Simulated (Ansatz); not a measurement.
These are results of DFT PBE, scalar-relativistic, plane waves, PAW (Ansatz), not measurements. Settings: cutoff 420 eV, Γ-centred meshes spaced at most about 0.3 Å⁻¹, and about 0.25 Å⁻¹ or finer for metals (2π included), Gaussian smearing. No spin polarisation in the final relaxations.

All energies are static (0 K, no zero-point motion).

Compare these two cells of In₅O, each relaxed at this level.

A.

```
CELL_PARAMETERS angstrom
5.30228 0.00000 0.00000
-2.65114 4.59191 0.00000
0.00000 0.00000 5.96536
ATOMIC_POSITIONS crystal
In 0.66667 0.33333 0.74215
In 0.00000 0.00000 0.00000
In 0.66667 0.33333 0.25785
In 0.33333 0.66667 0.25785
In 0.33333 0.66667 0.74215
O 0.00000 0.00000 0.50000
```

B.

```
CELL_PARAMETERS angstrom
3.39854 1.96215 3.63304
-3.39854 1.96215 3.63304
0.00000 -3.92430 3.63304
ATOMIC_POSITIONS crystal
In 0.50000 0.00000 0.50000
In 0.50000 0.50000 0.00000
In 0.00000 0.50000 0.50000
In 0.87181 0.87181 0.87181
In 0.12819 0.12819 0.12819
O 0.50000 0.50000 0.50000
```

Problem. Which is lower in energy, and by how much?

Solution. B is lower, by 213 meV/atom. A has space group P6/mmm (No. 191), 24.2 Å³/atom and no gap on its mesh; B has space group R-3m (No. 166), 24.2 Å³/atom and no gap. Counting In atoms around O (those within 1.25 times the shortest such distance or 1.15 times the sum of covalent radii, 1.27 where that leaves under three; a plus sign parts nearer from farther groups; the shortest distance is added where it exceeds 1.18 times the sum of covalent radii), A has O 2+12 from 3.0 Å and B has O 6 from 2.7 Å. In A, In on a site of symmetry 3m is surrounded by 5 In at 2.89–3.08 Å, 3 O at 3.38 Å and 3 In at 3.43 Å; In on a site of symmetry 6/mmm has 2 O at 2.98 Å and 12 In at 3.43 Å; O has 2 In at 2.98 Å and 12 In at 3.38 Å (long against covalent radii, as for large ions). In B, around In on a site of symmetry 2/m lie 2 O at 2.67 Å, 2 In at 2.97 Å and 4 In at 3.40 Å; around In on a site of symmetry 3m lie 1 In at 2.79 Å and 3 In at 2.97 Å; O has 6 In at 2.67 Å. Both come from invented guesses.

Cells relaxed within their symmetry can be saddle points.

B's advantage of 213 meV/atom probably comes mainly from how the oxygen is housed. The volumes per atom are the same, so overall packing density does not separate the cells. In B, oxygen has six In neighbours at 2.67 Å, whereas in A it sits in an oversized cage with two at 2.98 Å and the rest at 3.38 Å. The closer shell gives better electrostatic attraction and more overlap between O 2p and In 5s/5p states. Even 2.67 Å is well beyond a normal In–O bond, however, so oxygen remains underbound in B too. The In–In network also changes, and its share of the energy difference cannot be separated from these data.

The absence of a gap is expected: oxygen can accept only a small part of the indium valence charge, and the odd electron count per primitive cell forces a partly filled band when spins are paired. The ordering does not establish B as a stable suboxide, since separation into indium metal and indium sesquioxide is the natural competitor and was not evaluated.
